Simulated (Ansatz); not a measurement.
# A series in volume per atom on Sn

All results are calculated (Ansatz 0.2.0). Periodic Kohn-Sham DFT of a crystal at fixed atoms; pressure and stress are positive in compression; the energy is the free energy less that of spherical unpolarised free atoms; site moments are those in the method's own spheres, positive along +z.

Cell of the first row (space group Fd-3m, No. 227):
```
cell vectors (Å)
   0.0000     3.1793     3.1793
   3.1793     0.0000     3.1793
   3.1793     3.1793     0.0000
atoms (fractions of the cell vectors)
Sn  0.50000  0.50000  0.50000
Sn  0.75000  0.75000  0.75000
```

Settings of every row: method frozen-core PAW; functional LDA; relativity scalar; k mesh 9x9x9; filling fermi-dirac; smearing width 0.03 eV; wave cutoff 420 eV; paw set soft_2.

Atom start moment: 0 on all atoms.

Limits: PAW files made with PBE.

| row | volume per atom (Å³) | pressure (GPa) |
| --- | --- | --- |
| 1 | 32.138 | 2.734 |
| 2 | 32.155 | 2.704 |
| 3 | 32.821 | 1.572 |
| 4 | 33.163 | ? |
| 5 | 33.505 | 0.547 |
| 6 | 33.847 | 0.082 |
| 7 | 34.189 | -0.355 |
| 8 | 34.531 | -0.766 |
| 9 | 34.873 | -1.154 |
| 10 | 35.215 | -1.522 |
| 11 | 35.556 | -1.869 |

Question: what pressure should row 4 give?

Worked fit of pressure. Take u = (V_r/V)^(2/3) − 1 with V_r = 34.018 Å³ an atom, which is twice the finite (Eulerian) strain; such expansions in the strain, on which the Birch-Murnaghan equation of state is built, carry the rest volume and the bulk modulus. The shown rows have u = 0.03863, 0.03826, 0.02417, 0.01018, 0.00337, -0.00334, -0.00993, -0.01641, -0.02279, -0.02905. Least squares give pressure = −0.1393 + 65.228 × u + 213.88 × u² + 610 × u³ GPa; a parabola predicts inner rows, each left out in turn, worse (root mean square 0.0055 against 0.0012 GPa). The rows lie off it by -0.001, 0.000, 0.001, -0.001, -0.001, 0.000, 0.001, 0.001, 0.000, 0.000. The pressure vanishes at u = 0.0021, or V = 33.91 Å³ an atom, and there the bulk modulus at fixed shape and fractions is B = −V dP/dV = (2/3)(1 + u) dP/du = 44.2 GPa. The withheld row has u = 0.01711, so the fit gives −0.1393 + 65.228 × (0.01711) + 213.88 × (0.01711)² + 610 × (0.01711)³ = 1.042 GPa.

The calculation gave 1.043 GPa. The fit lies 0.001 GPa (0.022 % of the column's range) below it, one unit of the last digit.
